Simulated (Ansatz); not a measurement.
**Ligand exchange: C3H3F3 + SiH2Cl2 → C2ClF3 + SiH2(CH3)Cl**

Species: C3H3F3 `CC(F)=C(F)F`, singlet; SiH2Cl2 `Cl[SiH2]Cl`, singlet; C2ClF3 (chlorotrifluoroethylene) `FC(F)=C(F)Cl`, singlet; SiH2(CH3)Cl ((chlorosilyl)methane), singlet. The partners trade CH3 for Cl: C–CH3 and Si–Cl bonds give way to C–Cl and Si–CH3.

Shapes, held fixed at every level: PBE0-D4/def2-TZVP. Programs: Ansatz 0.2.0. The zero-point and thermal change to 298 K, harmonic and unscaled (PBE0-D4/def2-TZVP), is -5.2 kJ/mol.

Problem. Estimate ΔH(298 K) of this reaction.

Solution. The highest level, CCSD(T)/CBS estimate, gives ΔH(298 K) = +145.4 kJ/mol; the levels span +141.6 to +166.4. The column of differences is taken from that level and isn't an error. No measured value is set beside it here. The CBS estimate extrapolates MP2 from def2-TZVPP and def2-QZVPP and adds CCSD(T) − MP2 in the triple-zeta set, cores frozen.

```
               level                    kind  ΔH(298 K) (kJ/mol)  less CCSD(T)/CBS estimate
         HF/def2-SVP            Hartree–Fock              +166.4                      +21.0
       HF/def2-TZVPP            Hartree–Fock              +160.2                      +14.8
 BHLYP-D4/def2-TZVPP           global hybrid              +149.6                       +4.2
  wB97M-V/def2-TZVPP  range-separated hybrid              +141.6                       -3.8
        MP2/def2-SVP     perturbation theory              +145.8                       +0.4
    CCSD(T)/def2-SVP   coupled cluster or CI              +145.0                       -0.4
  CCSD(T)/def2-TZVPP   coupled cluster or CI              +142.4                       -3.0
CCSD(T)/CBS estimate   coupled cluster or CI              +145.4                        0.0
```

The exchange is strongly endothermic at every level, chiefly because it gives up a strong, highly polar Si–Cl bond. Chlorine gains much less from bonding to carbon, whose electronegativity is closer to its own, and the new Si–CH3 bond doesn't make up for this or for the lost C(sp2)–CH3 bond. With two molecules on each side, entropy can offset little of the cost, so equilibrium should favour the reactants.

Hartree–Fock exaggerates the endothermicity, so electron correlation stabilises the products more. This probably reflects the more covalent C–Cl bond, which places chlorine lone pairs close to the fluorinated π system. MP2 recovers nearly all of this effect: in def2-SVP it gives +145.8 kJ/mol against +145.0 for CCSD(T). The closeness of both to the CBS estimate is partly fortuitous, however, since CCSD(T) falls to +142.4 in def2-TZVPP before the extrapolation raises it again. The forward barrier must be at least about as high as the endothermicity, but the enthalpy alone doesn't say how much higher, nor how large the reverse barrier is.
